QUESTION

I am reading about the droplet picture of Ising spin glasses, and two claims keep appearing without proof. One is that the equilibrium state at temperature T + δT has nothing to do with the state at T beyond a length that grows as |δT|^(−1/ζ), with ζ = ds/2 − θ. The other is that any uniform field destroys the spin-glass phase, so that there is no de Almeida–Thouless (AT) line. Where do these exponents come from, which steps are assumptions and which are derived, and how large are the lengths in the 3D Edwards–Anderson model with θ near 0.24?

ANSWER

Both results are one argument. The cost of reversing a region of size L grows very slowly, as L^θ. A small perturbation shifts that cost by a sum of many random terms, which grows as the square root of their number. The square root wins at large L. For a temperature shift the terms sit on the surface of the region, and for a field they fill its volume.

1. Model and conventions

H = −Σ_<ij> J_ij s_i s_j − h Σ_i s_i, with s_i = ±1,

on a d-dimensional cubic lattice of spacing a. The nearest-neighbour J_ij are independent Gaussians of mean zero and variance J². The field h = μB is an energy (moment μ, induction B). Lengths L, r are in units of a. ⟨ ⟩ is a thermal average, [ ] a disorder average, m_i = ⟨s_i⟩ within one pure state at h = 0, and q = [m_i²]. Free energies and entropies of an excitation are "excited minus reference", and S = −∂F/∂T. The sign ~ means equality up to a factor of order one.

2. Premises

These define the droplet picture (McMillan 1984; Fisher and Huse 1986, 1988; Bray and Moore 1987). They are not theorems about the lattice model.

P1. For T < Tg and h = 0 there are exactly two pure states, related by reversing all spins.

P2. Around a given point, on each octave of scale L, the cheapest excitation reverses a compact cluster (a droplet) of about L^d spins. Its free energy F ≥ 0 has density p(F/(Y L^θ))/(Y L^θ), with θ > 0, a stiffness Y(T), and p(0) finite and nonzero.

P3. The droplet surface cuts about L^ds bonds, with d − 1 ≤ ds < d. The lower limit is geometry, the upper one an assumption.

P4. Droplets and the domain wall forced by a change from periodic (P) to antiperiodic (AP) boundary conditions share the same θ and ds, and these exponents are the same at all T < Tg.

P5. Well separated patches of a surface contribute nearly independent terms to its entropy.

For explicit numbers I take p(x) = √(2/π) exp(−x²/2), the law of |ΔF| when ΔF is Gaussian with rms Y L^θ, so p(0) = 0.80. The exponents do not depend on this choice. Factors of order one in the droplet volume and area are set to 1.

3. Bounds on θ

Everything hangs on the signs of ds/2 − θ and d/2 − θ, and for the domain wall these can be derived.

Take a cube of side L, periodic in all directions. Choose one plane of L^(d−1) parallel bonds. AP conditions amount to reversing the sign of these bonds, so ΔF = F(−J_plane) − F(J_plane) at h = 0.

(a) With all other bonds fixed, ΔF is odd under J_plane → −J_plane, and the distribution is even. The conditional mean of ΔF therefore vanishes, and [ΔF²] is the average of the conditional variance over the plane bonds.

(b) For independent Gaussians, Var f ≤ J² Σ_b [(∂f/∂J_b)²]. In one variable, write f = Σ c_n He_n(x/J) with Hermite polynomials obeying [He_n He_m] = n! δ_nm and He_n′ = n He_(n−1). Then Var f = Σ_(n≥1) c_n² n!, whereas J²[f′²] = Σ c_n² n² (n−1)! = Σ n c_n² n!, which is term by term no smaller. For many variables, products of He functions give the same with n replaced by the total degree.

(c) From F = −kT ln Z, ∂F/∂J_b = −⟨s s′⟩ for the two spins of bond b. Hence ∂ΔF/∂J_b = ⟨s s′⟩_AP + ⟨s s′⟩_P, whose modulus is at most 2.

Together, [ΔF²] ≤ 4J² L^(d−1) at any temperature, so

θ ≤ (d − 1)/2. (1)

At T = 0 one gets more. A plane bond has energy −J_b s s′ in P and +J_b s s′ in AP. If the two energies are equal, the products s s′ are opposite and the derivative in (c) is zero. It is ±2 only on bonds whose energy changes, and these bonds are what the domain wall is. Moving the plane is a relabelling of spins (reverse all spins between the old and the new plane), so the wall does not depend on where the plane is put, and its statistics are translation invariant. Of its A ~ L^ds bonds, on average at most [A]/L lie in the chosen one of the L planes. So [ΔE²] ≤ 4J² [A]/L and

θ ≤ (ds − 1)/2. (2)

A small test is a ring of two spins and two bonds: ΔE = |J1 + J2| − |J1 − J2| = ±2 min(|J1|, |J2|), so [ΔE²] = 4J²(1 − 2/π) = 1.45 J², below the bound 4J² × 1/2 = 2J².

From (1), d/2 − θ ≥ 1/2. From (2), ds/2 − θ ≥ 1/2. P4 carries both over to droplets. Note that (1) with ds ≥ d − 1 alone would give only ds/2 − θ ≥ 0.

4. The entropy of a droplet scales as L^(ds/2)

H at h = 0 is even in the spins, so deep inside a reversed region every thermal fluctuation is the mirror image of the one in the unreversed state, with the same entropy. The entropy difference S comes from fluctuations that feel the surface, because there the bonds across the wall have changed from satisfied to unsatisfied or the reverse, and the local excitation gaps are reshuffled.

Zero mean. For the domain wall, step (a) gives [ΔF] = 0 at every T, and differentiating gives [S] = 0.

Variance. By P3 and P5, S is a sum of about L^ds nearly independent terms of zero mean, so by the central limit theorem it is Gaussian with

[S²] = σ² L^ds. (3)

Size of σ at low T. Let each surface site carry one soft two-level excitation (a spin or a small cluster) with gap ε, of constant density ρ per unit energy at small ε. Its free energy is −kT ln(1 + e^(−x)) with x = ε/kT, and its entropy is k s(x), with

s = g + x n, g = ln(1 + e^(−x)), n = 1/(1 + e^x) = −g′.

Inserting the wall replaces ε by a new gap from the same density, taken as independent. The change in entropy has variance 2k²([s²] − [s]²), with [s^m] = ρkT ∫ s^m dx over 0 to ∞. The integrals are elementary. ∫g = π²/12 and ∫x n = π²/12, so ∫s = π²/6. With ζ3 = Σ 1/j³, ∫g² = ζ3/4. By parts, ∫2x g n = −∫x (g²)′ = ∫g² = ζ3/4. Since n² = n + n′, ∫x² n² = ∫x² n − 2∫x n = 3ζ3/2 − π²/6. The sum is ∫s² = 2ζ3 − π²/6 = 0.759, and (π²/6)² = 2.706. So

σ0² = 2k² [0.759 ρkT − 2.706 (ρkT)²], (4)

and σ ∝ √T as T → 0.

Larger droplets near the wall. A droplet of scale r touching the wall has its gap reshuffled too. For a gap F(T) that depends on temperature, −∂/∂T of −kT ln(1 + e^(−F/kT)) is k s + n S_r, where S_r ~ σ r^(ds/2) is that droplet's own entropy. There are (L/r)^ds such droplets. The k s terms carry variance ∝ (L/r)^ds r^(−θ), which falls fast with r, and I count the first few scales in ρ. The n S_r terms carry variance (L/r)^ds × 2σ² r^ds × p(0) (kT/(Y r^θ)) ∫n² dx, with ∫n² = ∫(n + n′) = ln 2 − 1/2. Relative to σ² L^ds, the octaves r = 2^j add

η = 2(ln 2 − 1/2) p(0) (kT/Y) Σ_j 2^(−jθ). (5)

The series converges for θ > 0, so (3) keeps its exponent and P5 is self-consistent. It converges slowly for small θ, which matters in section 9.

Correlation of S with F. [ΔF²] = Y² L^(2θ) holds at each T. Differentiating, −2[ΔF S] = 2Y Y′ L^(2θ) with Y′ = dY/dT. So S = −(Y′/Y) ΔF + S⊥, where S⊥ is uncorrelated with ΔF. The first part is of order L^θ, smaller than (3) by a factor L^(θ − ds/2). At large L, then, S is almost all S⊥. Because F = E − TS is only of order L^θ, E and TS, both of order L^(ds/2), cancel almost completely. This cancellation is tuned to one temperature: F is small because the wall position was optimised at that T.

5. Temperature chaos

Follow a droplet defined at T to T + δT:

F(T + δT) = F(T)(1 + Y′δT/Y) − S⊥ δT + O(δT²). (6)

The first term only rescales the cost, by a relative amount of order δT/Tg well below Tg. The second-order term is −C δT²/(2T), with C the heat-capacity difference. The soft single-site excitations give C ∝ L^(ds/2), of order S, and hence a term smaller than the S⊥ term by about δT/T. Larger droplets at the wall give more, as estimated at the end of this section, but stay a small correction for L ≪ Lc. The term X = S⊥ δT is Gaussian with rms σ|δT| L^(ds/2), for either sign of δT. Its ratio to the typical cost is

u = σ|δT| L^(ds/2)/(Y L^θ) = (L/Lc)^ζ, (7)

ζ = ds/2 − θ, Lc = (Y/(σ|δT|))^(1/ζ). (8)

The droplet becomes part of the new equilibrium state when X > F. For u ≪ 1 only small F matters, and P = p(0)[X₊]/(Y L^θ) = p(0) u/√(2π), where X₊ = max(X, 0). For the Gaussian p, write F ∝ |y1| and X ∝ u y2 with standard normal y1, y2. The joint density is isotropic, and |y1| < u y2 is a wedge of opening angle 2 arctan u out of 2π, so

P(L) = arctan(u)/π. (9)

P is u/π for small u, 1/4 at L = Lc, and tends to 1/2, where the old orientation says nothing about the new one.

Now take two spins a distance r apart. Their relative orientation is reversed by a droplet that holds one and not the other, that is, by octaves up to about r. For r ≪ Lc the probabilities add as a geometric series dominated by the largest octave, since ζ > 0, and the cross-correlation [⟨s_i s_j⟩_T ⟨s_i s_j⟩_(T+δT)] lies below its δT = 0 value by a fraction of order (r/Lc)^ζ. For r ≫ Lc every octave between Lc and r reverses the relative sign with a probability of order one, and the cross-correlation decays to zero. The state at T + δT is still an ordered spin glass with nearly the same q and Y. It is a different pattern. By (2), ζ ≥ 1/2, so Lc is finite for every δT ≠ 0.

Nonlinear terms. A droplet of scale r at the wall, with energy E_r = F + T S_r ≈ T S_r, has heat capacity n(1 − n)E_r²/(kT²) ≈ n(1 − n)S_r²/k. With [S_r⁴] = 3σ⁴ r^(2ds) and ∫n²(1 − n)² dx = 1/12, the counting that led to (5) gives this octave a variance of C ∝ L^ds r^(ds − θ). The largest octaves dominate, and C ~ L^(ds − θ/2). Relative to the variance of X, octave r adds λ² = p(0) u(r) w(r)/8 through the second-order term, with w = σ|δT| r^(ds/2)/kT. The expansion in δT holds only for w < 1, a limit reached below Lc when kT < Y Lc^θ. For w ≫ 1 the droplet simply reverses when its own shift X_r exceeds F and gains X_r − F, which gives λ² = 2p(0)[X_r₊³]/(3Y r^θ [X_r²]) = 4u(r)/(3π) for the Gaussian p and small u. In both regimes the correction is small for L ≪ Lc and reaches order one only at L ~ Lc. The exponent ζ is therefore unaffected, while the prefactor of Lc and the values of (9) at u ≳ 1 hold only up to factors of order one.

Equation (6) is used only up to L ~ Lc. Beyond Lc the wall found at T is no longer optimal, and the new optimal wall again costs Y L^θ. A small random change of the bonds, of rms δJ, shifts the cost by 2δJ L^(ds/2) at T = 0 and gives the same ζ.

6. Instability to a field

To first order in h, reversing droplet D changes the Zeeman energy from −hM to +hM, with M = Σ_(i∈D) m_i. Surface corrections to M are smaller by a power of L because ds < d. So

F(h) = F(0) + 2hM. (10)

The statistics of M follow from a symmetry. For any signs ε_i = ±1, the map s_i → ε_i s_i, J_ij → ε_i ε_j J_ij leaves the h = 0 energy of every configuration unchanged, and leaves the symmetric bond distribution unchanged. It keeps the set D, its cost F(0) and all |m_i|, and sends m_i → ε_i m_i. Averaging over disorder therefore includes averaging over independent random signs at fixed D and F(0). This gives [M] = 0 and [M²] = Σ m_i² = q L^d, since cross terms contain [ε_i ε_j] = 0. M is a sum of independent bounded terms, hence Gaussian at large L, and it is independent of F(0) up to small fluctuations of Σ m_i². A uniform field acts on the frozen pattern as a random field, and this is the Imry–Ma comparison (1975) with the wall cost L^(d−1) replaced by L^θ:

v = 2h√q L^(d/2)/(Y L^θ) = (L/Lh)^(d/2 − θ), (11)

Lh = (Y/(2h√q))^(1/(d/2 − θ)). (12)

The reversal probability is (9) with v in place of u. By (1) the exponent is at least 1/2, so Lh is finite for any h ≠ 0 in any dimension. Up to the factor 2, which is of the same standing as the other factors of order one, this is Lh ~ (Y/(h√q))^(1/(d/2 − θ)).

7. Why this removes the AT line, while δT leaves the order intact

An AT line is a line h(T) > 0 on which χ_SG = (1/N) Σ_ij [C_ij²] diverges, with C_ij = ⟨s_i s_j⟩ − ⟨s_i⟩⟨s_j⟩ and N the number of spins.

At h = 0, C_ij at distance r comes from a droplet of scale about r that contains both spins and is thermally active. With weight n for the reversed state, ⟨s_i s_j⟩ = m_i m_j and ⟨s_i⟩ = m_i(1 − 2n), so C = 4n(1 − n) m_i m_j = m_i m_j sech²(F/2kT). Averaging the square over small F, with ∫sech⁴(x/2) dx = 4/3,

[C²(r)] ~ (4/3) p(0) q² kT/(Y r^θ). (13)

The sum over r up to L grows as L^(d − θ), so χ_SG is infinite in the whole zero-field phase.

For h ≠ 0, (13) survives at r ≪ Lh, since the shift 2hM is small against Y r^θ. For larger r, divide the system into blocks of side ℓ > Lh. Each block has two orientations. The field favours one by |X| = 2h|M|, of rms vYℓ^θ. The neighbours can favour either by at most K, the summed wall costs on its faces, of mean κYℓ^θ with κ a number independent of ℓ. A block with |X| > K points as the field says, whatever its neighbours do, and passes on no information. The Gaussian density is largest at zero, so the fraction of unpinned blocks obeys

p_free ≤ √(2/π) κ/v(ℓ) = √(2/π) κ (Lh/ℓ)^(d/2 − θ). (14)

Adding a margin of several kT to K to cover thermal reversal changes nothing at large ℓ, since Yℓ^θ grows. At a fixed multiple of Lh, p_free drops below the percolation threshold of the block lattice. A correlation over distance r then needs a connected chain of r/ℓ unpinned blocks, and its probability falls exponentially. The correlation length is of order Lh, boundary conditions do not reach the bulk, so the state is unique, and

χ_SG ~ q² (kT/Y) Lh^(d − θ) ∝ |h|^(−(d − θ)/(d/2 − θ)). (15)

This is finite for all h ≠ 0 and diverges only as h → 0. There is no AT line, and the system in a field is a paramagnet with a long correlation length.

The difference from section 5 is symmetry. After a temperature shift H is still even, the perturbation lives on walls, and it changes which relative orientation of two blocks is preferred without fixing the orientation of either. The field acts on each block by itself and outgrows the couplings.

The same counting gives the magnetisation. For v ≪ 1 the mean gain per droplet is p(0)[X₊²]/(2Y L^θ) = p(0)[X²]/(4Y L^θ) = p(0) h² q L^(d − θ)/Y, or p(0) h² q L^(−θ)/Y per spin and per octave. Summed over all octaves this converges and is part of the linear susceptibility χ. The octaves above Lh no longer respond in this way and are cut off, which removes a piece ∝ h² Lh^(−θ) ∝ |h|^((d − θ)/(d/2 − θ)). Differentiating, m/h = χ − b|h|^(2θ/(d − 2θ)) with b > 0.

8. Range of validity

The bounds (1) and (2) are derived for the P/AP wall with Gaussian bonds. The variance of M is exact given P1 and P2. The scaling (3) rests on P5. All else is conditional on P1 to P4, and whether these hold in 3D is not settled. The infinite-range Sherrington–Kirkpatrick model has many pure states and an AT line (de Almeida and Thouless 1978). If the short-range model had system-size excitations of cost independent of L with space-filling surfaces, as in the replica-symmetry-breaking picture, P1 to P4 would fail and so would the block argument. "No AT line" is a prediction of the droplet picture and serves as a test of it.

Scales must satisfy 1 ≪ Lc, Lh ≪ sample size, with |δT| ≪ T and both temperatures below Tg. Near Tg the lengths must also exceed the critical correlation length ξ ∝ t^(−ν), t = 1 − T/Tg. There Y L^θ ~ kTg (L/ξ)^θ and q ∝ t^β. Setting Lh = ξ gives h² q ξ^d ~ (kTg)², or h² ∝ t^(dν − β) = t^(β + γ) by hyperscaling, dν = 2β + γ. This curve has the look of an AT line in the h–T plane but marks a crossover.

The bond distribution must be symmetric for the sign argument, and continuous for (2) and (4). With ±J bonds the ground state is degenerate and σ need not vanish as T → 0. For θ < 0, as in 2D, there is no ordered phase at T > 0.

All statements concern equilibrium. Reversing a droplet needs activation over a barrier that grows as a power of L, so the equilibrated length grows only logarithmically in time. Chaos is seen only once that length approaches Lc, and a sample in a field appears frozen until it reaches Lh. An irreversibility line that drifts with observation time is therefore no evidence for a true transition.

Corrections to scaling go as L^(−θ), by (5), and are large when θ is small.

9. Numbers for d = 3

Exponents. Take θ = 0.24 and ds ≈ 2.6, an approximate value typical of numerical work on this model. Bound (1) reads 0.24 ≤ 1 and bound (2) reads 0.24 ≤ 0.8. Then ζ = 1.06, 1/ζ = 0.94, d/2 − θ = 1.26 and its inverse is 0.79. A decade in δT changes Lc by a factor 8.8, and a decade in h changes Lh by a factor 6.2. From (15), χ_SG ∝ |h|^(−2.19), and the singular term in m/h goes as |h|^0.19.

Scales. These inputs are illustrative and describe no particular material: J = 2.0 meV (J/k = 23.2 K), a = 0.5 nm, μ = 4 Bohr magnetons. With the approximate kTg ≈ 0.95 J for Gaussian bonds, Tg ≈ 22 K. Work at kT = 0.5 J, T = 11.6 K, and assume there Y = J, q = 0.8 and ρ = 0.1/J.

Field, B = 0.1 T. h = 0.0232 meV, 2h√q = 0.0414 meV, and Y/(2h√q) = 48. So Lh = 48^(1/1.26) ≈ 22 spacings, or 11 nm. At 1 T the ratio is 4.8 and Lh ≈ 3.5 spacings, too short for scaling to be trusted.

Temperature, δT = 1 K. ρkT = 0.05, so the two terms in (4) are 0.0380 and 0.0068. The second is 18 per cent of the first and is kept. σ0² = 0.062 k² and σ0 = 0.25 k. Then σ0 δT = 0.0215 meV, Y/(σ0 δT) = 93, and Lc = 93^(1/1.06) ≈ 72 spacings, or 36 nm. On a scale of 10 spacings, u = 10^1.06/93 = 0.12 and (9) gives P = 0.039, so a small sample looks almost unchanged.

Neglected terms. The rescaling term in (6) is of relative order δT/Tg = 0.045, and the single-site part of the second-order term of order δT/T = 0.09. The correction (5) is not small. Its prefactor is 2(ln 2 − 1/2) p(0) × 0.5 = 0.154, and the six octaves from r = 2 to 64 sum to 3.49, so η = 0.54. To first order σ² rises by the factor 1.54, and Lc falls by the factor 1.54^(1/(2ζ)) = 1.23, to about 59 spacings. The nonlinear terms from larger droplets are not small near Lc either. With kT = 1.0 meV, w = 1 at r ≈ 19, so the octaves r = 32 and 64 lie outside the linear regime. The second-order formula gives λ = 0.13, 0.29 and 0.65 for r = 16, 32 and 64, and Σλ² = 0.52 over the six octaves, an rms of 0.72 of the linear term; the w ≫ 1 formula gives a similar 0.61 for r = 64. Added at face value, this raises the variance factor to 2.06 and lowers Lc to about 51 spacings, a rough indication only. Moving ds to 2.5 or 2.7 at fixed σ0 makes ζ = 1.01 or 1.11 and Lc = 89 or 59 spacings. The assumed Y and ρ and the geometric factors set to 1 can each shift the lengths by a factor of two or more.

The model's result is thus Lh of order 10 nm at 0.1 T and Lc of a few tens of nm for a 1 K shift at half of Tg. The energies per site, 0.0414 meV and 0.0215 meV, are within a factor of two of each other. The field length is shorter partly for that reason and partly because its random sum runs over L³ sites of volume instead of L^2.6 sites of surface.